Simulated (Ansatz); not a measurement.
# BiAu: the change of pressure and energy above given cell with volume ratio

All results are calculated (Ansatz 0.2.0). Plane-wave density functional theory, PAW datasets, Gaussian smearing 0.05 eV: equation of state, the given cell scaled in volume with shape and atoms relaxed at each volume.

The cell before it is scaled or strained (space group Fm-3m, No. 225):
```
BiAu
1.0
      0.0000     2.9697     2.9697
      2.9697     0.0000     2.9697
      2.9697     2.9697     0.0000
Au Bi
1 1
Direct
  0.50000 0.50000 0.50000
  0.00000 0.00000 0.00000
```

Settings of every row: paw set soft_2; functional PBE; spin treatment none; moment partition spheres; spin axis none; wave cutoff 420 eV; k mesh 10x10x10; symmetry use detected.

Atom hubbard u: 0 on all atoms.

Limits: no spin-orbit coupling, which can matter with elements this heavy; the cell comes from a prototype or a list of computed structures and needn't be the stable phase.

```
row  volume ratio  V (Å³/atom)  pressure (GPa)  energy above given cell (meV per atom)
  1         0.945       24.751               ?                                       ?
  2          0.96       25.144           3.341                                   10.74
  3          0.98       25.667           1.612                                    2.71
  4             1       26.191           0.083                                       0
  5          1.02       26.715          -1.271                                    1.99
  6          1.04       27.239          -2.468                                    8.16
  7          1.07       28.025          -4.009                                   24.18
  8           1.1        28.81          -5.285                                   47.09
```

Question: what pressure and energy above given cell should row 1 give?

Worked fit of pressure. Take u = (V_r/V)^(2/3) − 1 with V_r = 26.715 Å³ an atom, which is twice the finite (Eulerian) strain; such expansions in the strain, on which the Birch-Murnaghan equation of state is built, carry the rest volume and the bulk modulus. The shown rows have u = 0.04123, 0.02704, 0.01329, 0, -0.01287, -0.03141, -0.04909. Least squares give pressure = −1.2712 + 97.292 × u + 336.25 × u² + 409.3 × u³ GPa; a parabola predicts inner rows, each left out in turn, worse (root mean square 0.01 against 0.0017 GPa). The rows lie off it by 0.001, -0.002, 0.001, 0.000, 0.001, -0.001, 0.000. The pressure vanishes at u = 0.0125, or V = 26.22 Å³ an atom, and there the bulk modulus with shape and atoms relaxed is B = −V dP/dV = (2/3)(1 + u) dP/du = 71.5 GPa. The withheld row has u = 0.05222, so the fit gives −1.2712 + 97.292 × (0.05222) + 336.25 × (0.05222)² + 409.3 × (0.05222)³ = 4.785 GPa.

The calculation gave 4.786 GPa. The fit lies 0.001 GPa (0.0099 % of the column's range) below it, one unit of the last digit. This row lies beyond the range of the fit.

Worked fit of energy above given cell. Take u = (V_r/V)^(2/3) − 1 with V_r = 26.715 Å³ an atom, which is twice the finite (Eulerian) strain; such expansions in the strain, on which the Birch-Murnaghan equation of state is built, carry the rest volume and the bulk modulus. The shown rows have u = 0.04123, 0.02704, 0.01329, 0, -0.01287, -0.03141, -0.04909. Least squares give energy above given cell = 1.991 − 318.52 × u + 12576.6 × u² + 7148 × u³ meV per atom; a parabola predicts inner rows, each left out in turn, worse (root mean square 0.18 against 0.0056 meV per atom). The rows lie off it by 0.00, -0.01, 0.00, 0.00, 0.00, 0.00, 0.00. Its lowest point lies at u = 0.0125, or V = 26.22 Å³ an atom, and the curvature there gives the bulk modulus with shape and atoms relaxed, B = (4/9)(1 + u)² E″(u)/V = 71.5 GPa. The withheld row has u = 0.05222, so the fit gives 1.991 − 318.52 × (0.05222) + 12576.6 × (0.05222)² + 7148 × (0.05222)³ = 20.67 meV per atom.

The calculation gave 20.68 meV per atom. The fit lies 0.01 meV per atom (0.021 % of the column's range) below it, one unit of the last digit. This row lies beyond the range of the fit.
